**Two-body scattering solved exactly: electron–hole $T^2$ resistivity in a compensated metal**

In a degenerate metal the linearised two-body collision integral factorises into an angular part, which gives one number $\lambda$ per channel, and an energy part, which is the same for every interaction. Jensen, Smith and Wilkins and, independently, Brooker and Sykes solved the energy part in 1968. I will derive their result for a two-pocket model of tungsten, a compensated metal whose electrons and holes scatter off each other.

**1. Premises**

(i) One spherical electron pocket (mass $m_e$, charge $-e$) and one spherical hole pocket ($m_h$, $+e$), each spin-degenerate and of density $n$. Equal densities mean a common Fermi momentum $p_F=\hbar k_F$. Holes are fermions with their own momentum and an energy counted upwards.

(ii) $k_BT\ll E_F$, so masses, velocities and matrix elements are taken on the Fermi surface.

(iii) Only two-body collisions that conserve energy, momentum and the population of each pocket, at golden-rule rates.

(iv) Linear response, no magnetic field.

For either species $x=(\epsilon-\mu)/k_BT$, $n_0=1/(e^x+1)$ and $f=n_0(1-n_0)=1/[4\cosh^2(x/2)]$. The occupation is $n_0+f\Phi$, with $\Phi$ measured from local equilibrium.

**2. The linearised equation**

Since $\partial n_0/\partial x=-f$ and $\nabla x=-\nabla\mu/k_BT-x\nabla T/T$, the drift terms for charge $q$, with fields along $z$, are $-fv\cos\vartheta\,[q\mathcal E/k_BT+x(-\partial_zT/T)]$. Here $\mathcal E$ includes the chemical-potential gradient and $\vartheta$ is the angle of $\mathbf p$ from $z$. The ratio of occupied to empty probability is $e^{-x}(1+\Phi)$ to first order, and energy conservation balances gain and loss at $\Phi=0$. For $1+2\to3+4$, with 3 in the pocket of 1,

$$fv\cos\vartheta\Big[\frac{q\mathcal E}{k_BT}-x\frac{\partial_zT}{T}\Big]=\sum_{234}W\,n_1n_2(1-n_3)(1-n_4)\,[\Phi_1+\Phi_2-\Phi_3-\Phi_4],$$

with equilibrium occupations, $W=(2\pi/\hbar)|V|^2$ and both conservation laws understood. The charge source is even in $x$ and the heat source odd.

**3. Angles separate from energies**

Let $P=|\mathbf p_1+\mathbf p_2|$. The momentum delta function removes $\mathbf p_4$. In polar coordinates $(\chi,\varphi)$ about $\mathbf P$, $d^3p_3=p_3^2dp_3\,d\cos\chi\,d\varphi$, and $p_4^2=P^2+p_3^2-2Pp_3\cos\chi$ gives $p_4dp_4=Pp_3|d\cos\chi|$. Hence $d^3p_3=m_3m_4\,d\epsilon_3d\epsilon_4\,d\varphi/P$. With $\theta$ the angle between $\mathbf p_1$ and $\mathbf p_2$, $P=2p_F\cos(\theta/2)$ and $d^3p_2=m_2p_F\,d\epsilon_2\sin\theta\,d\theta\,d\varphi_2$. The measure is

$$\frac{m_2m_3m_4(k_BT)^2}{(2\pi\hbar)^6}\;dx_2dx_3dx_4\,\delta(x_1+x_2-x_3-x_4)\;\frac{\sin\theta\,d\theta\,d\varphi\,d\varphi_2}{2\cos(\theta/2)}.$$

The prefactor times the angular integral of $W$, summed over partner spin, defines a rate $\Gamma_{ab}\propto T^2$ for species $a$ hitting species $b$. Brackets $\langle\cdot\rangle$ denote the normalised average with weight $W\sin\theta/\cos(\theta/2)$.

Put $\Phi_a=\cos\vartheta\,\phi_a(x)$. The integral over $\varphi_2$ rotates the whole collision about $\mathbf p_1$, which turns $\cos\vartheta_j$ into $\cos\theta_{1j}\cos\vartheta_1$. All four momenta make the angle $\theta/2$ with $\mathbf P$. Counting $\varphi$ from the azimuth of $\mathbf p_1$,

$$\cos\theta_{12}=\cos\theta,\qquad \cos\theta_{13},\ \cos\theta_{14}=\cos^2\tfrac\theta2\pm\sin^2\tfrac\theta2\cos\varphi,$$

so $\cos\theta_{13}+\cos\theta_{14}=1+\cos\theta$, which is momentum conservation projected on $\mathbf p_1$.

**4. The energy kernel**

Direct algebra gives $n_0(z)[1-n_0(z+\omega)]=[n_0(z)-n_0(z+\omega)]/(1-e^{-\omega})$, and a Fermi step minus its copy shifted by $\omega$ has area $\omega$. So $\int dz\,n_0(z)[1-n_0(z+\omega)]=\omega/(1-e^{-\omega})$. For the $\Phi_3$ term fix $x_1=x$, $x_3=y$, $\omega=x-y$, and use $n_0(x)[1-n_0(y)]=e^{-\omega/2}g(x)g(y)$ with $g(x)=1/[2\cosh(x/2)]$:

$$K(x,y)=g(x)g(y)\,G(x-y),\qquad G(u)=\frac{u}{2\sinh(u/2)}.$$

The $\Phi_4$ term is identical. For $\Phi_2$, write $1-n_0(x_3)=n_0(-x_3)$ and $n_0(x_2)=1-n_0(-x_2)$: the same integral appears with $\omega=x_1+x_2$ and gives $K(x_1,-x_2)$. The $\Phi_1$ term carries $\int K\,dy=f(x)(x^2+\pi^2)/2$, proved in section 6. As $K(-x,-y)=K(x,y)$, parity is conserved, and particle 2 enters with a sign set by the parity of $\phi$. With $\Gamma_a=\sum_b\Gamma_{ab}$,

$$f\,\frac{x^2+\pi^2}{2}\,\phi_a-\sum_b\Lambda^\pm_{ab}\int K\phi_b\,dy=f\,\frac{D_a(x)}{\Gamma_a},$$

where $D_a$ is $v_a$ times the bracket of section 2. The matrix $\Lambda^{\pm}$ collects $\langle\cos\theta_{13}\rangle$, $\langle\cos\theta_{14}\rangle$ and $\mp\langle\cos\theta\rangle$ (upper sign for even $\phi$), each assigned to the pocket of its particle and weighted by $\Gamma_{ab}/\Gamma_a$.

**5. The channels**

*Even.* Intrapocket collisions give $\langle\cos\theta_{13}+\cos\theta_{14}-\cos\theta\rangle=1$. For electron–hole collisions let $\gamma=1-\langle\cos\theta_{13}\rangle$; the partner terms then give $\langle\cos\theta_{14}-\cos\theta\rangle=\gamma$. With $w_e=\Gamma_{eh}/\Gamma_e$ and $w_h=\Gamma_{he}/\Gamma_h$,

$$\Lambda^+=\begin{pmatrix}1-w_e\gamma&w_e\gamma\\ w_h\gamma&1-w_h\gamma\end{pmatrix}.$$

The vector $(1,1)$, a common drift, has eigenvalue 1. The vector $(w_e,-w_h)$ has $\lambda_\sigma=1-(w_e+w_h)\gamma$, which lies between $-3$ and 1. The electric source is proportional to $(v_e/\Gamma_e,-v_h/\Gamma_h)$. The measure gives $\Gamma_{eh}/\Gamma_{he}=m_em_h^2/m_hm_e^2=v_e/v_h$, so $v_e/\Gamma_e:v_h/\Gamma_h=w_e:w_h$. The source is exactly the second eigenvector. That is compensation at work: the field does not push the conserved total momentum, and the conductivity is finite.

*Odd.* For unequal masses both eigenvectors of $\Lambda^-$ are driven in general, and the channels add. For $m_e=m_h=m$ and $\Gamma_e=\Gamma_h=\Gamma$ the heat source is $(1,1)$, an eigenvector with $\lambda_\kappa=\langle\cos\theta_{13}+\cos\theta_{14}+\cos\theta\rangle=1+2\langle\cos\theta\rangle$, averaged over both kinds of partner. It lies between $-1$ and 3.

Every channel obeys one scalar equation, with $d=1$ or $d=x$:

$$f\,\frac{x^2+\pi^2}{2}\,\phi-\lambda\int K\phi\,dy=f\,d,\qquad S=\int f\,d\,\phi\,dx.$$

Summing $qvf\Phi$ and $(\epsilon-\mu)vf\Phi$ over states, with density of states $N$ per pocket and $Nv^2/3=n/m$, the equal-mass model gives

$$\sigma=\frac{2ne^2}{m}\frac{S_+}{\Gamma},\qquad\kappa=k_B^2T\,\frac{2n}{m}\frac{S_-}{\Gamma}.$$

For unequal masses, $2/m\Gamma$ in $\sigma$ becomes $1/m_e\Gamma_e+1/m_h\Gamma_h$.

**Question.** *Electron–electron collisions inside a spherical pocket conserve its current. Why do they appear in $\lambda_\sigma$?*

They cannot relax a rigid shift of the pocket, but they do relax any energy dependence of the shift. For equal masses $(1-\lambda_\sigma)\Gamma=2\gamma\Gamma_{eh}$ is free of them, while $\lambda_\sigma$ moves towards 1 as they grow. The first will fix the variational conductivity and the second its correction.

**6. Fourier transform**

Set $\psi=g\phi$ and divide by $g$, using $f=g^2$:

$$\frac{x^2+\pi^2}{2}\,\psi(x)-\lambda\int G(x-y)\psi(y)\,dy=d(x)\,g(x).$$

The kernel is a convolution. Define $\hat\psi(t)=\int\psi\,e^{ixt}dx$. Under $x\to x+2\pi i$ the function $g\,e^{ixt}$ is multiplied by $-e^{-2\pi t}$, and the strip holds one pole, at $i\pi$, with residue $e^{-\pi t}/i$. Thus $\hat g\,(1+e^{-2\pi t})=2\pi e^{-\pi t}$, or $\hat g=\pi\,\mathrm{sech}\,\pi t$. The integral of section 4 also reads $e^{\omega/2}\int g(z)g(z+\omega)dz=\omega/(1-e^{-\omega})$, so $G=g*g$ and $\hat G=\pi^2\mathrm{sech}^2\pi t$. With $x^2\to-\partial_t^2$ and $s=\pi t$,

$$-\hat\psi_{ss}+\hat\psi-2\lambda\,\mathrm{sech}^2s\;\hat\psi=\frac{2}{\pi^2}\,\widehat{dg},$$

where $\hat g=\pi\,\mathrm{sech}\,s$ and $\widehat{xg}=-i\partial_t\hat g=i\pi^2\mathrm{sech}\,s\tanh s$.

The deferred proof: $(-\partial_s^2+1)\,\mathrm{sech}\,s=2\,\mathrm{sech}^3s$, so $\psi=g$ solves the homogeneous equation at $\lambda=1$, which is $\int K\,dy=f(x^2+\pi^2)/2$. Likewise $(-\partial_s^2+1)\,\mathrm{sech}\,s\tanh s=6\,\mathrm{sech}^3s\tanh s$, so $\psi=xg$ solves it at $\lambda=3$, and $\int Ky\,dy=xf(x^2+\pi^2)/6$.

Now take $\xi=\tanh s$, so that $\partial_s=(1-\xi^2)\partial_\xi$ and $\mathrm{sech}^2s=1-\xi^2$, and divide by $1-\xi^2$:

$$-\frac{d}{d\xi}\Big[(1-\xi^2)\frac{d\hat\psi}{d\xi}\Big]+\frac{\hat\psi}{1-\xi^2}-2\lambda\hat\psi=\begin{cases}(2/\pi)\,(1-\xi^2)^{-1/2}&\text{even}\\ 2i\,\xi\,(1-\xi^2)^{-1/2}&\text{odd.}\end{cases}$$

This is the associated Legendre operator of order 1. The transform of an integrable function vanishes as $|s|\to\infty$, which selects solutions vanishing at $\xi=\pm1$. The eigenfunctions are $P_l^1=(1-\xi^2)^{1/2}P_l'(\xi)$ (no Condon–Shortley sign), $l\ge1$, with eigenvalues $l(l+1)$ and norms $\mathcal N_l=\int(P^1_l)^2d\xi=2l(l+1)/(2l+1)$. They are complete on $(-1,1)$. Odd $l$ gives even functions and even $l$ odd ones, and parity in $\xi$ is parity in $x$. The operator is therefore positive for $\lambda<1$ on even and for $\lambda<3$ on odd functions.

**7. The sums**

Parseval's relation is $S=(1/2\pi)\int\hat\psi\,\widehat{dg}^{\,*}dt$, with $dt=d\xi/[\pi(1-\xi^2)]$:

$$S_+=\frac1{2\pi}\int\frac{\hat\psi\,d\xi}{\sqrt{1-\xi^2}},\qquad S_-=-\frac i2\int\frac{\xi\,\hat\psi\,d\xi}{\sqrt{1-\xi^2}}.$$

The projections are elementary. For odd $l$, $\int P_l'\,d\xi=P_l(1)-P_l(-1)=2$. For even $l\ge2$, $\int\xi P_l'\,d\xi=[\xi P_l]_{-1}^{1}-\int P_l\,d\xi=2$. The coefficient of $P_l^1$ in $\hat\psi$ is the source prefactor times $2/\{\mathcal N_l[l(l+1)-2\lambda]\}$, so

$$S_+=\frac1{\pi^2}\sum_{l\ \rm odd}\frac{4}{\mathcal N_l[l(l+1)-2\lambda]},\qquad S_-=\sum_{l\ \rm even}\frac{4}{\mathcal N_l[l(l+1)-2\lambda]}.$$

With $M=l(l+1)/2$ each term is $(2l+1)/[2M(M-\lambda)]$. For $l=2n+1$, $M=(n+1)(2n+1)$; for $l=2n+2$, $M=(n+1)(2n+3)$, where $n=0,1,\dots$ is the summation index. In the normalisation of Brooker and Sykes, $S_+=2C/[\pi^2(1-\lambda)]$ and $S_-=2H/(3-\lambda)$ with

$$C(\lambda)=\frac{1-\lambda}4\sum_{n=0}^\infty\frac{4n+3}{(n+1)(2n+1)[(n+1)(2n+1)-\lambda]},$$

$$H(\lambda)=\frac{3-\lambda}4\sum_{n=0}^\infty\frac{4n+5}{(n+1)(2n+3)[(n+1)(2n+3)-\lambda]}.$$

**Question.** *The source $(1-\xi^2)^{-1/2}$ is not square-integrable. May you expand it?*

The source itself is never expanded. The solution decays as $|s|e^{-|s|}$, its projections follow by integrating the equation against $P_l^1$ with vanishing boundary terms, and the sum for $S$ converges as $l^{-3}$. There is a test at $\lambda=0$. There $(2l+1)/M^2=4[l^{-2}-(l+1)^{-2}]$, which sums to $\pi^2/3$ over odd $l$ and, since the full sum telescopes to 4, to $4-\pi^2/3$ over even $l$. So $S_+=1/6$ and $S_-=2-\pi^2/6$. The integral equation gives $\phi=2d/(x^2+\pi^2)$ directly, so $S_-=2\int f\,dx-\pi^2S_+=2-\pi^2S_+$, which the two sums satisfy. For numbers, use $1/[M(M-\lambda)]=1/M^2+\lambda/[M^2(M-\lambda)]$; the remainder converges as $l^{-5}$.

**8. Ratio to the lowest variational result**

Call the left side of the scalar equation $\mathcal L\phi$. It is symmetric and positive, so the Cauchy–Schwarz inequality in the product $\int\chi\mathcal L\phi\,dx$ gives $S\ge(\int fd\chi)^2/\int\chi\mathcal L\chi$ for any trial function $\chi$. The lowest choice is $\chi=d$. The moments are $\int f=1$, $\int fx^2=\pi^2/3$ and $\int fx^4=7\pi^4/15$. With the two identities of section 6,

$$\int1\,\mathcal L\,1=(1-\lambda)\frac{2\pi^2}3,\qquad\int x\,\mathcal L\,x=\Big(1-\frac\lambda3\Big)\frac{2\pi^4}5,$$

hence $S_+^{\rm var}=3/[2\pi^2(1-\lambda)]$ and $S_-^{\rm var}=(\pi^4/9)\big/\int x\mathcal Lx=5/[6(3-\lambda)]$. Dividing,

$$\boxed{\frac{\sigma}{\sigma_{\rm var}}=\frac43\,C(\lambda_\sigma),\qquad\frac{\kappa}{\kappa_{\rm var}}=\frac{12}5\,H(\lambda_\kappa).}$$

The $n=0$ terms equal $3/4$ and $5/12$ for any $\lambda$. The variational result is the first term of the series and all others are positive, as the bound requires. The ratios tend to 1 as $\lambda\to1$ or 3, where the nearly conserved mode dominates.

| $\lambda$ | 1 | 0 | $-1$ | $-3$ |
|---|---|---|---|---|
| $\frac43C$ | 1 | 1.097 | 1.172 | 1.285 |
| $\frac{12}5H$ | 1.200 | 1.278 | 1.347 | out of range |

With $L=\kappa/\sigma T$ and $L_0=\pi^2k_B^2/3e^2$, $L/L_0=3S_-/\pi^2S_+$, so

$$\frac L{L_0}=\frac{3(1-\lambda_\sigma)H}{(3-\lambda_\kappa)C},\qquad\frac{L_{\rm var}}{L_0}=\frac53\,\frac{1-\lambda_\sigma}{3-\lambda_\kappa}.$$

**9. An interaction that depends on momentum transfer only**

Let $u=|\mathbf p_1-\mathbf p_3|/2p_F=\sin(\theta/2)\sin(\varphi/2)$ and $\eta=\sin^2(\theta/2)$. Then $\sin\theta\,d\theta/[2\cos(\theta/2)]=d\eta/\sqrt{1-\eta}$, and the two values of $\varphi$ for each $u$ give $d\varphi=4\,du/\sqrt{\eta-u^2}$. Over $u^2<\eta<1$, $\int d\eta/\sqrt{(1-\eta)(\eta-u^2)}=\pi$, with a weight symmetric about $\eta=(1+u^2)/2$. The angular measure, $\varphi_2$ included, is thus $8\pi^2du$ on $0<u<1$, and at fixed $u$ the mean of $\cos\theta=1-2\eta$ is $-u^2$. With $a=\langle u^2\rangle$, $\gamma=2a$ and $w_e=w_h=w$,

$$\lambda_\sigma=1-4wa,\qquad\lambda_\kappa=1-2a,\qquad\Gamma_{eh}=2\cdot\frac{2\pi}\hbar\,\frac{8\pi^2m^3(k_BT)^2}{(2\pi\hbar)^6}\int_0^1|V|^2du.$$

For Thomas–Fermi screening by both pockets, $q_s^2=2Ne^2/\varepsilon_0$, $N=mk_F/\pi^2\hbar^2$, and $|V|=(2N)^{-1}b^2/(u^2+b^2)$ with $b=q_s/2k_F$. Then

$$\Gamma_{eh}=\frac{\pi(k_BT)^2}{16\hbar E_F}J,\qquad J=\int_0^1\frac{b^4du}{(u^2+b^2)^2}.$$

Inside a pocket, antiparallel spins contribute half of $\Gamma_{eh}$. Parallel spins scatter with $\frac12|V(q)-V(q')|^2$, where $q'=|\mathbf p_1-\mathbf p_4|/\hbar$. Without the interference term this supplies the other half, and $w=1/2$.

**Question.** *The common drift has $\lambda=1$ and carries entropy. Doesn't $\kappa$ diverge?*

Under premise (iii) alone it does, beyond leading order in $k_BT/E_F$. With the pockets in local equilibrium with each other, the force density on the neutral fluid is $-s\nabla T$, with entropy density $s=\pi^2nk_B^2T/E_F$ for two pockets. If total momentum decays in a time $\tau_P$, the drift velocity is $-s\nabla T\,\tau_P/2nm$, and the heat current is $Ts$ times it. Relative to $\kappa=(\pi^2/3)k_B^2T(2n/m)\tau_\kappa$, with $\tau_\kappa=3S_-/\pi^2\Gamma$, this is $(3\pi^2/4)(k_BT/E_F)^2\tau_P/\tau_\kappa$. Weak impurity scattering keeps it negligible.

**Question.** *And strong impurity scattering?*

An elastic rate $\Gamma_i$, the same for both pockets, adds $(\Gamma_i/\Gamma)f\phi$ to the left side. The Legendre order becomes $\sqrt{1+2\Gamma_i/\pi^2\Gamma}$. For $\Gamma_i\gg\Gamma$, $\phi\approx(\Gamma/\Gamma_i)d$, and first-order perturbation theory adds a resistivity proportional to $\int d\,\mathcal L\,d$, which is exactly the variational one. So $\frac43C$ and $\frac{12}5H$ are also the ratios of the $T^2$ coefficients in the dirty and clean limits, a breakdown of Matthiessen's rule.

**10. Range of validity**

The result is exact for the linearised equation at leading order in $k_BT/E_F$. It needs three dimensions, since the angular measure diverges logarithmically in two, and $k_BT\ll\hbar v_Fq_s$, so that the energy transfer does not enter $V$. The energy solution holds for any Fermi surface, but real shapes, umklapp and transfer between pockets turn $\Lambda^\pm$ into operators on the surface. Each eigenchannel then carries its own $C$ or $H$, and the boxed ratios hold channel by channel. A finite two-body resistivity needs compensation or umklapp. Impurity, boundary and phonon scattering must be weaker than the two-body rate.

**11. Numbers for a model of tungsten**

Inputs: a typical density $n=1.6\times10^{22}$ cm$^{-3}$ of each sign, an assumed mass equal to the free-electron mass, and the assumed $w=1/2$. Unrounded values are carried, and the extra digits only display the arithmetic.

$k_F=(3\pi^2n)^{1/3}=0.780$ Å$^{-1}$, $E_F=2.32$ eV, $v_F=9.0\times10^5$ m/s, $q_s=1.94$ Å$^{-1}$, $b=1.242$. The integrals give $J=0.724$ and $a=0.2505$, so $\lambda_\sigma=\lambda_\kappa=0.499$, equal only because $w=1/2$. The series give $C=0.789$ and $H=0.517$, or ratios 1.052 and 1.241. The rate is $\Gamma_{eh}/T^2=6.93\times10^5$ s$^{-1}$K$^{-2}$, and $\tau_\sigma=S_+/\Gamma=C/(2\pi^2a\Gamma_{eh})$ has $\tau_\sigma T^2=2.30\times10^{-7}$ s K$^2$. Define $\rho=AT^2$ and $L_0T/\kappa=BT^2$, so $L/L_0=A/B$.

| model | $A$ (pΩ cm K$^{-2}$) | $B$ (pΩ cm K$^{-2}$) | $L/L_0$ |
|---|---|---|---|
| variational (dirty limit) | 0.51 | 1.52 | 0.334 |
| exact (clean limit) | 0.48 | 1.22 | 0.394 |

The exact solution raises the Lorenz ratio by a factor 1.18. The exchange interference dropped above matters more. Removing parallel-spin scattering altogether gives $w=2/3$ and $L_{\rm var}/L_0=(10/3)wa/(1+a)=0.445$. The Born rate is also uncontrolled, since $2N|V|$ is of order 1, though its overall size cancels from $L$.

At 4 K, $k_BT/E_F=1.5\times10^{-4}$ and the convective heat term is $1.6\times10^{-7}\tau_P/\tau_\kappa$, both harmless. But $v_F\tau_\sigma=1.3$ cm and $AT^2=7.7$ pΩ cm. An assumed residual resistivity of 50 pΩ cm, for a very pure crystal, is reached by $AT^2$ only near 10 K. There phonons compete. The Bloch–Grüneisen form $\rho_{\rm ph}=4\rho_{\rm lin}(T/\Theta)^4\int_0^{\Theta/T}z^5dz/[(e^z-1)(1-e^{-z})]$ tends to $497.7\,(T/\Theta)^4\rho_{\rm lin}$. With typical values $\Theta=380$ K and $\rho_{\rm lin}=5.4\ \mu\Omega$ cm $\times\,T/300$ K, it is roughly 43 pΩ cm at 10 K, against $AT^2=48$ pΩ cm. The clean row is thus a limit without a temperature window in such a crystal, and the dirty row is the one that describes its $T^2$ terms. As typical knowledge, not as a measurement, tungsten has $A$ near 1 pΩ cm K$^{-2}$ and a Lorenz ratio of its $T^2$ terms of about 0.1 to 0.2, so the model's $A$ is low by about a factor of two and its Lorenz ratio high by a factor of two to three. Within the model, a lower ratio calls for smaller $wa$: more forward scattering, or a larger share of intrapocket collisions.